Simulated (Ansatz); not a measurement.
Sr2Hg: phonon heat capacity and phonon entropy against temperature

All results are calculated (Ansatz 0.2.0). Harmonic vibrational free energy, entropy and heat capacity at constant volume, per atom, from the force constants of a q mesh, imaginary modes left out; plane waves with PAW datasets, Gamma-centred k mesh.

Structure of every row (space group Fm-3m, No. 225):
```
Sr2Hg
1.0
      0.0000     3.9941     3.9941
      3.9941     0.0000     3.9941
      3.9941     3.9941     0.0000
Sr Hg
2 1
Direct
  0.25000 0.25000 0.25000
  0.75000 0.75000 0.75000
  0.50000 0.50000 0.50000
```

Settings of every row: functional PBE; dispersion none; spin none; wave cutoff 420 eV; k mesh 10x10x10; occupations fermi dirac; smearing width 0.15 eV; pressure 0 GPa; phonon method linear response; q mesh 2x2x2.

Limits: levels loosely converged; metal sensitive to the k mesh; phonon interpolation lacks quadrupole term; no spin-orbit coupling, which can matter with elements this heavy; the cell comes from a prototype or a list of computed structures and needn't be the stable phase.

```csv
row,temperature (K),phonon heat capacity (kB/atom),phonon entropy (kB/atom),phonon free energy (meV/atom)
1,200,2.937,5.599,-43.7
2,300,2.972,6.797,-97.5
3,400,2.984,7.654,-159.9
4,500,2.99,8.321,-228.8
5,600,2.993,8.866,-303
6,700,2.994,9.328,-381.4
7,800,2.996,9.728,-463.5
8,900,?,?,?
9,1000,2.997,10.396,-637.2
```

Question: what phonon heat capacity and phonon entropy should row 8 give?

Worked fit of phonon heat capacity. At high temperature a harmonic heat capacity falls short of its limit by a term in 1/T², so take t = (100 K / T)². The shown rows have t = 0.25, 0.11111, 0.0625, 0.04, 0.02778, 0.02041, 0.01562, 0.01. Their means are 0.067178 and 2.9829 kB/atom; the sums about the means are S_tt = 0.04578 and S_ty = -0.01147, whose ratio is the slope. Least squares give phonon heat capacity = 2.9997 − 0.2505 × t kB/atom. The rows lie off it by 0.000, 0.000, 0.000, 0.000, 0.000, -0.001, 0.000, 0.000. The constant, 2.9997 kB/atom, is to be held against the harmonic limit of 3 k_B an atom. The withheld row has t = 0.01235, so the fit gives 2.9997 − 0.2505 × (0.01235) = 2.997 kB/atom.

The calculation gave 2.997 kB/atom. The fit meets it to the printed digit.

Worked fit of phonon entropy. Entropy rises as the heat capacity times the change of ln T, so take t = ln(T / 300 K). The shown rows have t = -0.4055, 0, 0.2877, 0.5108, 0.6931, 0.8473, 0.9808, 1.204. Least squares give phonon entropy = 6.7993 + 2.96963 × t + 0.01583 × t² kB/atom; a straight line predicts inner rows, each left out in turn, worse (root mean square 0.0038 against 0.0017 kB/atom). The rows lie off it by 0.001, -0.002, -0.001, 0.001, 0.001, 0.001, 0.001, -0.002. The slope at t = 0, 2.97 kB/atom, estimates the heat capacity at 300 K. The withheld row has t = 1.0986, so the fit gives 6.7993 + 2.96963 × (1.0986) + 0.01583 × (1.0986)² = 10.081 kB/atom.

The calculation gave 10.08 kB/atom. The fit lies 0.001 kB/atom (0.021 % of the column's range) above it, one unit of the last digit.

The other values of row 8: phonon free energy -548.9 meV/atom.
